**Notebook: 2s and 3p in the 3d and 4d ions of charge +4**

**Question.** Hartree-Fock eigenvalues and mean radii of the 2s and 3p orbitals are in hand for Sc4+ to Zn4+ and for Tc4+ to Cd4+. The rows for Zr4+, Nb4+ and Mo4+ are covered up. How closely can they be predicted from the other rows, and how wide must the error bars be?

Eigenvalues ε and mean radii <r> of the 2s and 3p orbitals in ions of charge +4, Sc to Zn and Zr to Cd, computed with B-spline radial code 1. The method is non-relativistic Hartree-Fock for the average of the configuration, with a spherical atom, a point nucleus and the basis-set limit.

| species | Z | electrons | configuration | ε(2s) (eV) | ε(3p) (eV) | ε(3p) − ε(2s) (eV) | <r>(2s) (bohr) | <r>(3p) (bohr) | <r>(3p)/<r>(2s) |
| --- | --- | --- | --- | --- | --- | --- | --- | --- | --- |
| Sc4+ | 21 | 17 | [Ne] 3s2 3p5 | -575.337 | -92.6404 | 482.697 | 0.34279 | 1.0962 | 3.1978 |
| Ti4+ | 22 | 18 | [Ne] 3s2 3p6 | -639.109 | -99.3431 | 539.766 | 0.32493 | 1.0334 | 3.1804 |
| V4+ | 23 | 19 | [Ar] 3d1 | -707.656 | -107.426 | 600.230 | 0.30866 | 0.97452 | 3.1573 |
| Cr4+ | 24 | 20 | [Ar] 3d2 | -779.336 | -115.677 | 663.659 | 0.29396 | 0.92237 | 3.1378 |
| Mn4+ | 25 | 21 | [Ar] 3d3 | -854.177 | -124.112 | 730.066 | 0.28060 | 0.87580 | 3.1211 |
| Fe4+ | 26 | 22 | [Ar] 3d4 | -932.200 | -132.741 | 799.459 | 0.26842 | 0.83390 | 3.1067 |
| Co4+ | 27 | 23 | [Ar] 3d5 | -1013.42 | -141.574 | 871.845 | 0.25726 | 0.79597 | 3.0940 |
| Ni4+ | 28 | 24 | [Ar] 3d6 | -1097.85 | -150.617 | 947.230 | 0.24700 | 0.76145 | 3.0828 |
| Cu4+ | 29 | 25 | [Ar] 3d7 | -1185.49 | -159.876 | 1025.62 | 0.23753 | 0.72988 | 3.0727 |
| Zn4+ | 30 | 26 | [Ar] 3d8 | -1276.37 | -169.356 | 1107.01 | 0.22877 | 0.70089 | 3.0637 |
| Zr4+ | 40 | 36 | [Ar] 3d10 4s2 4p6 | ? | ? | ? | ? | ? | ? |
| Nb4+ | 41 | 37 | [Kr] 4d1 | ? | ? | ? | ? | ? | ? |
| Mo4+ | 42 | 38 | [Kr] 4d2 | ? | ? | ? | ? | ? | ? |
| Tc4+ | 43 | 39 | [Kr] 4d3 | -3016.45 | -502.511 | 2513.94 | 0.15438 | 0.41904 | 2.7143 |
| Ru4+ | 44 | 40 | [Kr] 4d4 | -3187.85 | -539.491 | 2648.36 | 0.15060 | 0.40594 | 2.6956 |
| Rh4+ | 45 | 41 | [Kr] 4d5 | -3363.86 | -577.432 | 2786.43 | 0.14699 | 0.39366 | 2.6781 |
| Pd4+ | 46 | 42 | [Kr] 4d6 | -3544.49 | -616.348 | 2928.14 | 0.14355 | 0.38211 | 2.6619 |
| Ag4+ | 47 | 43 | [Kr] 4d7 | -3729.73 | -656.250 | 3073.48 | 0.14027 | 0.37123 | 2.6467 |
| Cd4+ | 48 | 44 | [Kr] 4d8 | -3919.60 | -697.147 | 3222.45 | 0.13713 | 0.36098 | 2.6324 |

Here ε is the orbital eigenvalue, $\langle r\rangle$ the mean radius of the orbital and $Z$ the nuclear charge; I write $n_d$ for the number of electrons in the d shell being filled. The difference ε(3p) − ε(2s), called the gap below, compares shells of different $n$ and different $l$. It is neither an s–p splitting nor an excitation energy, since eigenvalues leave out relaxation and correlation.

**What the known rows show**

The charge stays at +4, so each step adds one proton and one electron. From row to row both levels deepen, both orbitals shrink, the gap widens and the radius ratio falls, from 3.20 in Sc4+ to 2.63 in Cd4+. All rows are averages over a configuration, so no feature of Hund's rules can appear at d5, and none does.

The 3p shell changes its role down the table. It is the outermost shell in Sc4+ and Ti4+, lies just under 3d from V4+ to Zn4+, and is deep core in the 4d ions. The same runs give the d radii: in Cr4+ the 3d orbital has $\langle r\rangle = 1.01$ bohr against 0.92 for 3p, while in Rh4+ the 4d orbital has 1.30 bohr against 0.39. A 3d electron shares its space with 3p, and a 4d electron lies mostly outside it.

Zr4+ is 4d0, so the steps Zr → Nb → Mo → Tc each add a 4d electron, as the known steps do, and no s or p shell opens or closes on the way. The counterpart in the first series is Ti4+, V4+, Cr4+, where the answers are known.

**Radii: only charge inside the orbital counts**

A hydrogenic orbital has $\langle r\rangle = [3n^2 - l(l+1)]/2Z$ bohr, which is $6/Z$ for 2s and $12.5/Z$ for 3p. I define a screening constant σ for each row by

$$\langle r\rangle = \frac{c}{Z-\sigma},\qquad c = 6\ (2s),\quad 12.5\ (3p).$$

A spherical shell of charge exerts no force inside itself. An added electron that lies wholly outside an orbital therefore does not act on its shape directly, and it raises σ only through the part of its charge that gets inside. Each step also adds a proton, which pulls in the shells already present, so a σ read from $\langle r\rangle$ drifts with $Z$ even at a fixed number of electrons; the slope along a series holds both effects. I fit least-squares lines of σ against $Z$ over Ti4+–Zn4+ and over Tc4+–Cd4+ separately. For 3p the slope is 0.283 per step in the 3d series and 0.040 in the 4d series, a factor of 7. For 2s, which lies well inside either d shell, the slopes are 0.030 and 0.022. The steep slope of 3p in the 3d series is the work of the added 3d electron, which shares its space with 3p. The three small slopes do not measure penetration by the new d electron. A 4d electron at 1.30 bohr puts very little charge inside a 2s orbital of 0.15 bohr, yet σ(2s) still climbs by 0.022 per step. These slopes are mostly the drift with nuclear charge, which the table alone cannot separate out.

The two blocks also join sensibly. From Zn4+ to Tc4+ σ(3p) goes from 12.166 to 13.170, a rise of 1.004 in thirteen steps. Two of the added electrons complete 3d and at 0.283 each account for 0.566. The other eleven steps fill $n=4$ shells and share 0.438, or 0.040 each. That matches the 4d slope, but it is a rate per step that includes the drift with $Z$, not a screening per $n=4$ electron. The count shows only why one straight line cannot serve both series.

The ratio of radii follows as $2.083\,(Z-\sigma_{2s})/(Z-\sigma_{3p})$. It exceeds the hydrogenic 2.083 because 3p is screened by the whole $n=2$ shell, while 2s lies within that shell and penetrates to the nucleus. It falls because the difference of the two σ shrinks relative to $Z-\sigma_{3p}$, even in the 3d series where σ(3p) climbs.

**Energies: outer charge counts too**

The same outer shell that exerts no force does raise the potential inside it, by $\langle 1/r\rangle$ of the shell per electron. Eigenvalues feel this and radii do not. In Rh4+ the 3p radius gives an effective charge of $12.5/0.39366 = 31.75$, and a hydrogenic 3p level at that charge would lie at $13.606 \times 31.75^2/9 \approx 1520$ eV, whereas the table has 577 eV. The thirteen $n=4$ electrons, by their $\langle 1/r\rangle$ in this run, supply at most 414 eV of that difference, less than half; the other $n=3$ electrons, part of whose charge also lies outside a 3p electron, are the natural source of much of the rest. One screening constant cannot describe both columns.

The steps of the model, in hartree, are these. For a fixed set of electrons the expansion in $1/Z$ gives $\varepsilon \approx -Z^2/2n^2 + aZ + b$. Each d electron adds a repulsion $F$, which grows about linearly with $Z$ because the orbitals shrink about as $1/(Z-\sigma)$. Along a series $n_d = Z - Z_0$, so the term $n_dF$ is quadratic in $Z$, and

$$-\frac{d^2\varepsilon}{dZ^2} = \frac{1}{n^2} - 2\,\frac{dF}{dZ}.$$

The eigenvalue is then a parabola in $Z$ with less than the hydrogenic curvature, which is 6.80 eV for 2s and 3.02 eV for 3p. If the d shell lies outside both orbitals, $F$ is nearly the same for both, and the gap should keep close to the hydrogenic difference of 3.78 eV.

Least-squares parabolas over Tc4+–Cd4+ give curvatures of 4.62 eV for 2s and 0.98 eV for 3p. The shortfalls, 2.19 and 2.04 eV, are nearly equal, and the gap has 3.64 eV, 96 % of the hydrogenic value. Over Ti4+–Zn4+ the shortfalls are 3.61 and 2.82 eV, and the gap keeps only 2.99 eV. A 3p electron spends much of its time at or beyond the 3d charge, where the potential of that charge is lower than at the centre, so it is lifted less than 2s.

The size of the 3d shortfalls can be held against two runs five steps apart. For 2s I take $F \approx \langle 1/r\rangle$(3d), which goes from 1.2395 in Cr4+ to 1.5995 bohr⁻¹ in Cu4+; then $2\,dF/dZ = 2 \times 0.3600/5$ hartree $= 3.92$ eV, against 3.61. For 3p the Coulomb integral $F^0$(3p,3d) goes from 25.45 to 32.34 eV and gives 2.76 eV, against 2.82. The second match is partly luck. In a configuration average the p–d interaction is $F^0 - G^1/15 - 3G^3/70$, and the growth of the two exchange integrals in the same runs lowers the estimate by about 0.14 eV. The response of the other shells is also left out, and it is not small: it takes back part of $F$, and at charge +4 a level at fixed filling does not have exactly the hydrogenic curvature, so both matches include some cancellation. These integrals come from the same calculation, so the check shows only that the d repulsion has the right size to be the main cause in the 3d series. For the 4d series the same cause is argued, with the cancellation in the gap as its evidence.

**Sc4+ as a test of where the model stops**

Sc4+ is kept out of the fits because the step to Ti4+ adds a 3p electron. The Ti–Zn parabolas, extended to it, leave its 2s level 1.46 eV and its 3p level 1.11 eV deeper than predicted. The sign fits the filling: going back to Sc4+ takes away a 3p electron, which repels core electrons more than a 3d electron does (in Cr4+ $\langle 1/r\rangle$ is larger for 3p than for 3d, which is what 2s feels, and $F^0$(3p,3p) exceeds $F^0$(3p,3d) by about 1 eV). The 3p eigenvalue has a second possible source. The shell closes over 2p at Ti4+, where the freedom to rotate closed p orbitals among themselves can move a single eigenvalue by convention, and its share is not separated here. The closure of 3p changes nothing among the s shells, yet 2s misses by as much, so the change of filling has a real effect. In this one case a change of the shell being filled costs over 1 eV in one step; the covered rows involve no such change.

**Predictions**

Before fitting, rough extrapolation of the steps in the table led me to these forecasts for Zr4+, Nb4+ and Mo4+. There is no kink. ε(2s) is about −2530, −2687, −2850 eV, ε(3p) about −397, −431, −466 eV and the gap about 2133, 2256, 2383 eV. $\langle r\rangle$(2s) is about 0.167, 0.163, 0.158 bohr, $\langle r\rangle$(3p) about 0.464, 0.448, 0.433 bohr and the ratio about 2.78, 2.76, 2.73. Energy misses of the fitted model stay under 1 eV and radius misses under 0.3 %, largest for Zr4+. ε(3p) comes out slightly less bound than the parabola gives, because its curvature drifts upward along the known rows. A Moseley line and a single fit through both series both miss by more. I made no forecast of the sign of the miss for the other columns.

One estimate in full, for 3p in Zr4+, which is not part of any fit. The radius: σ in Tc4+ is $43 - 12.5/0.41904 = 13.170$; three steps back at 0.0404 give 13.049; so $\langle r\rangle = 12.5/(40 - 13.049) = 0.4638$ bohr. The energy: the step Tc → Ru is 36.980 eV; with a constant curvature of 0.980 eV the three earlier steps are 36.000, 35.020 and 34.040 eV, together 105.060 eV; so ε $= -502.511 + 105.060 = -397.45$ eV. The least-squares fits over all six known 4d rows give 0.46376 bohr and −397.50 eV.

Residuals inside the fitted range say little about an extrapolation. For 2s they are about as large as the rounding of the table. For 3p they reach 0.008 eV and $3\times10^{-5}$ bohr, where the rounding is 0.0005 eV and $5\times10^{-6}$ bohr, so the model is visibly incomplete for 3p. The drift can be read directly: the second differences of −ε(3p) from Tc4+ to Cd4+ are 0.961, 0.975, 0.986 and 0.995 eV.

The bar was fixed by a rule. The same extrapolation was run in the 3d series, fitting d3–d8 and predicting d0–d2; at Ti4+ it left both levels less bound than predicted, by 0.32 eV (2s) and 0.18 eV (3p), and the 3p radius 0.0037 bohr larger. Separately, the 4d fit was repeated with one more polynomial order. The bar is twice the larger of the trial miss and the shift from the extra order, plus half a unit of the last digit. For radii both are taken in σ and converted, and for the ratio the two relative bars are added.

| | Zr4+ | Nb4+ | Mo4+ |
|---|---|---|---|
| ε(2s), eV | −2529.97 ± 0.65 | −2687.51 ± 0.30 | −2849.67 ± 0.10 |
| ε(3p), eV | −397.50 ± 0.52 | −431.52 ± 0.26 | −466.53 ± 0.10 |
| gap, eV | 2132.47 ± 0.34 | 2255.99 ± 0.17 | 2383.14 ± 0.07 |
| $\langle r\rangle$(2s), bohr | 0.16699 ± 0.00011 | 0.16257 ± 0.00007 | 0.15837 ± 0.00004 |
| $\langle r\rangle$(3p), bohr | 0.4638 ± 0.0015 | 0.4478 ± 0.0008 | 0.4329 ± 0.0004 |
| ratio | 2.777 ± 0.011 | 2.755 ± 0.006 | 2.734 ± 0.003 |

These bars refer to the non-relativistic calculation and not to the real ions. The spin-orbit constant of 3p in the Rh4+ run implies a first-order splitting of about 23 eV (about 1 eV in Cr4+), and scaling with $(Z\alpha)^2$ puts the scalar relativistic shift of 2s in the 4d ions at the order of a hundred eV.

**Computed values**

The withheld rows as computed:

| species | Z | electrons | configuration | ε(2s) (eV) | ε(3p) (eV) | ε(3p) − ε(2s) (eV) | <r>(2s) (bohr) | <r>(3p) (bohr) | <r>(3p)/<r>(2s) |
| --- | --- | --- | --- | --- | --- | --- | --- | --- | --- |
| Zr4+ | 40 | 36 | [Ar] 3d10 4s2 4p6 | -2529.75 | -397.151 | 2132.60 | 0.16696 | 0.46411 | 2.7798 |
| Nb4+ | 41 | 37 | [Kr] 4d1 | -2687.42 | -431.367 | 2256.05 | 0.16255 | 0.44802 | 2.7562 |
| Mo4+ | 42 | 38 | [Kr] 4d2 | -2849.64 | -466.477 | 2383.17 | 0.15836 | 0.43304 | 2.7345 |

**Hits and misses**

All eighteen computed values fall inside their bars, the worst at 0.66 of the bar, and all round to the rough forecasts. Each miss, computed minus predicted, is largest for Zr4+ and smallest for Mo4+.

| miss | Zr4+ | Nb4+ | Mo4+ |
|---|---|---|---|
| ε(2s), eV | +0.22 | +0.09 | +0.03 |
| ε(3p), eV | +0.35 | +0.16 | +0.05 |
| gap, eV | +0.13 | +0.06 | +0.03 |
| $\langle r\rangle$(2s), bohr | −0.00003 | −0.00002 | −0.00001 |
| $\langle r\rangle$(3p), bohr | +0.00035 | +0.00020 | +0.00011 |
| ratio | +0.0026 | +0.0015 | +0.0008 |

The 3p level is less bound than the parabola, as forecast. The steps Zr → Nb → Mo → Tc → Ru are 34.216, 35.110, 36.034 and 36.980 eV, so the second differences are 0.894, 0.924 and 0.946 eV. They continue the known sequence downward with no kink, and they drop faster toward Zr4+ than the known rows suggested. This is where the factor of two in the bar was needed. For Zr4+ the extra order moved the prediction by 0.26 eV and the 3d trial missed by 0.18 eV, and either alone would have been too narrow for a miss of 0.35 eV, which is 0.087 % of the computed value.

The 2s level is also less bound, which I had not forecast. Its known second differences lay between 4.61 and 4.63 eV with no drift clear of the rounding; the new steps of 157.67, 162.22 and 166.81 eV, followed by 171.40, give 4.55, 4.59 and 4.59 eV. The 3d trial had warned of this, with a miss of the same sign. The model offers a possible cause. If $F$ bends, the shortfall is $2F' + n_dF''$, and a d orbital that contracts fastest for the first few electrons has $F'' < 0$. The shortfall is then largest at d0 and the curvature smallest, for both levels together. The 3d runs show this sign, since $\langle 1/r\rangle$(3d) grows by 0.072 bohr⁻¹ per step from Cr4+ to Cu4+ and by 0.071 from Cu4+ to Zn4+. Whether the term has the right size for the 4d misses, once the other shells respond, is not shown. It covers at most the common part of the misses, some 0.2 eV at Zr4+. The other 0.13 eV appears in the gap, with a sign opposite to that of the 3d trial (−0.14 eV at Ti4+), so for the gap the trial was a guide to size and not to sign.

The 3p radii are larger than predicted, by 0.076 % of the computed value in Zr4+. Its σ is $40 - 12.5/0.46411 = 13.067$ where the line gave about 13.05, so σ rises more slowly at the start of the series than at the end. The 3d trial bent the same way but more strongly, which is why the radius bars proved about four times wider than the misses. The 2s radii are smaller than predicted by three, two and one units of the last digit. An extrapolation magnifies rounding, and I give these no cause. The miss in the ratio is mostly that of the 3p radius.

The two other models missed by more, as forecast. The Moseley line, a least-squares fit of $\sqrt{-\varepsilon}$ linear in $Z$ over the six known 4d rows, left Zr4+ off by 1.7 eV in 2s and 4.3 eV in 3p. It is a parabola with two constants, whose curvature is tied to its slope and value as in a purely screened hydrogenic level, with no room for an additive outer potential. Part of its disadvantage is simply the one constant fewer. The single fit through the known d rows of both series is an interpolation for these ions and still does worse, by 13 eV in ε(2s), 7.5 eV in ε(3p) and 0.0067 bohr in $\langle r\rangle$(3p) for Zr4+, because it forces one curvature and one slope of σ on two different fillings. It does least harm to $\langle r\rangle$(2s), 0.00011 bohr, where the two slopes of σ are close.

The hits test smoothness. A parabola or a cubic through six smooth rows needs no mechanism to come near, so the hits add little to the case for the one proposed here. That case rests on the factor of 7 in the slopes of σ(3p), on the cancellation in the 4d gap and on the size check in 3d.

**Neighbouring series**

The argument gives directions for cases outside the table. Along an isoelectronic sequence $n_d$ is fixed, the product term drops out, and the curvatures should tend to $1/n^2$ as the charge grows, though at low charge they need not lie below it. The 4p shell in the 4d ions overlaps 4d much as 3p overlaps 3d (1.07 against 1.30 bohr in Rh4+), so its σ should climb steeply and its curvature should fall far below the hydrogenic value. One step below Zr4+ the 4p shell opens, and a break of the same sign as at Sc4+ should appear, though its size should not be taken over from Sc4+. At low charge the d shell is more diffuse and competes with the next s shell, so changes of configuration would interrupt the parabolas. In the 5d series 2s and 3p lie still deeper, and the non-relativistic picture would be cleaner, but relativistic terms growing as $Z^4$ would make it a poor account of the real ions.

**Rule for next time**

Extrapolate a core level as a parabola in $Z$ and a core radius through a linear σ, only among rows that fill the same shell. Rehearse the extrapolation on the neighbouring series, compare it with the shift from one more order, and double the larger. That rule held for all eighteen values here, over at most three steps, and the undoubled bar would have been exceeded by ε(3p) in all three ions.
